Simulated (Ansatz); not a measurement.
**Ligand exchange: SnH(CH3)3 + C2H3FI2 → Sn(CH3)3I + C2H4FI**

Gas-phase species: SnH(CH3)3, singlet; C2H3FI2 `FC(I)CI`, singlet; Sn(CH3)3I (iodotrimethylstannane), singlet; C2H4FI `CC(F)I`, singlet. The partners trade H for I: Sn–H and C–I bonds give way to Sn–I and C–H.

Shapes, held fixed at every level: PBE0-D4/def2-TZVP. Flexible molecules stand in one conformer, not always the lowest. Programs: Ansatz 0.2.0. The zero-point and thermal change to 298 K, harmonic and unscaled (PBE0-D4/def2-TZVP), is +11.2 kJ/mol.

Estimate ΔH(298 K) of this reaction.

The highest level, CCSD(T)/def2-TZVPP, gives ΔH(298 K) = -165.8 kJ/mol; the levels span -198.5 to -161.8. The column of differences is taken from that level and isn't an error. No measured value is set beside it here. For atoms past krypton def2 sets carry core potentials with scalar relativity. Outer-core shells of I, Sn are correlated, in sets that cover them unevenly.

| level | kind | ΔH(298 K) (kJ/mol) | less CCSD(T)/def2-TZVPP |
| --- | --- | --- | --- |
| HF/def2-SVP | Hartree–Fock | -198.5 | -32.7 |
| HF/def2-TZVPP | Hartree–Fock | -193.1 | -27.3 |
| SPW92/def2-TZVPP | LDA | -161.8 | +4.0 |
| r2SCAN-D4/def2-TZVPP | meta-GGA | -175.7 | -9.9 |
| BHLYP-D4/def2-TZVPP | global hybrid | -184.7 | -18.9 |
| MP2/def2-TZVPP | perturbation theory | -173.3 | -7.5 |
| CCSD/def2-SVP | coupled cluster or CI | -179.9 | -14.1 |
| CCSD(T)/def2-TZVPP | coupled cluster or CI | -165.8 | 0.0 |

Every level makes the exchange strongly exothermic, so its direction is secure even though its size depends on the treatment of correlation. The driving force is the different preference of carbon and tin for hydrogen. The compact hydrogen 1s orbital overlaps well with carbon but less well with the diffuse valence orbitals of tin, while iodine gains more from a polar bond to electropositive tin than from a nearly nonpolar one to carbon. A weak C–I bond thus gives way to a strong C–H bond, at little cost on the tin side.

Hartree–Fock exaggerates the exothermicity, and all the correlated wavefunction levels reduce it. Correlation therefore favours the reactants, probably in part through the crowded electron pairs of the diiodide. The step from CCSD to CCSD(T) can't be assigned to triples alone, because the basis changes too. LDA's closeness to the highest level probably reflects cancellation of its overbinding between the two sides. The enthalpy says nothing about the rate, which for tin hydrides and alkyl iodides is usually governed by a radical chain.
